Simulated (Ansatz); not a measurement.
## TiGa3

Computed with Ansatz (plane waves, PAW, 420 eV cutoff): PBEsol, scalar-relativistic, no spin polarisation, 12×12×12 k-mesh, Gaussian smearing of 0.05 eV; PAW files: Ansatz's generated set soft_2.

```
CELL_PARAMETERS angstrom
-1.87294 1.87294 4.33722
1.87294 -1.87294 4.33722
1.87294 1.87294 -4.33722
ATOMIC_POSITIONS crystal
Ti 0.00000 0.00000 0.00000
Ga 0.50000 0.50000 0.00000
Ga 0.75000 0.25000 0.50000
Ga 0.25000 0.75000 0.50000
```

The chain of runs began from a cell as deposited in COD, expanded in volume.

The cell has space group I4/mmm (read at 0.01 Å). In it the stress is 0.00, 0.00, 0.00, 0.00, 0.00, 0.00 GPa and the largest force component 0.000 eV/Å. Each change below starts from this cell, without further relaxation. Stress is in GPa, positive in compression, in the order xx, yy, zz, yz, xz, xy; energies are counted from the cell above and are free energies with the smearing's entropy, which match forces and stress in a metal.

Task: What happens when atom 4 (Ga) is moved by 0.20 Å along y?

Result: The energy changes by 117.0 meV per cell, and the force on it along the shift is -1.183 eV/Å (−F/u = 5.91 eV/Å²). Stress: 1.44, 0.97, 0.62, -1.18, 0.00, 0.00.
```
atom  Fx (eV/Å)      Fy      Fz
 Ti1      0.000   0.221   0.082
 Ga2      0.000   0.115  -0.089
 Ga3      0.000   0.847   0.024
 Ga4      0.000  -1.183  -0.017
```
In a harmonic crystal the energy would rise by −½F·u = ½ × 5.91 × 0.20² eV = 118.3 meV, which matches.

Task: What stress follows from an engineering strain of 1 % in xz, atoms carried along?

Result: 0.01, 0.00, 0.01, 0.00, -0.86, 0.00 GPa; the energy changes by 1.6 meV per cell.
| atom | Fx (eV/Å) | Fy | Fz |
| --- | --- | --- | --- |
| Ti1 | 0.000 | 0.000 | 0.000 |
| Ga2 | 0.000 | 0.000 | 0.000 |
| Ga3 | -0.023 | 0.000 | 0.000 |
| Ga4 | 0.023 | 0.000 | 0.000 |
The change of the stress over the strain gives a clamped-atom stiffness of about 86 GPa for this component.
In a harmonic crystal the energy would rise by V(½Cε² − σ₀ε), with σ₀ the stress of the unstrained cell, = 1.6 meV, which matches.

Moving one Ga sublattice against the rest is resisted mainly by the other Ga atoms of its own layer, as the large reaction force on Ga3 shows. These two sites form a square net with the shortest contacts in the structure, and the shift lies in its plane. Ti and Ga2 are equally distant from the moved atom and placed alike around it, yet Ti takes up more of the force. This suggests that Ti d–Ga p hybridisation makes the Ti–Ga contacts stiffer than the Ga–Ga contacts of the same length.

Under the xz shear only Ga3 and Ga4 feel forces, because their sites lack inversion symmetry, whereas Ti and Ga2 sit on inversion centres. The yz stress produced by the Ga4 shift is the same coupling seen from the other side. Letting the atoms relax would therefore lower the shear stiffness below 86 GPa, though probably only modestly, given how small the forces are beside the restoring force on Ga. One shear constant doesn't establish the mechanical stability of the crystal.
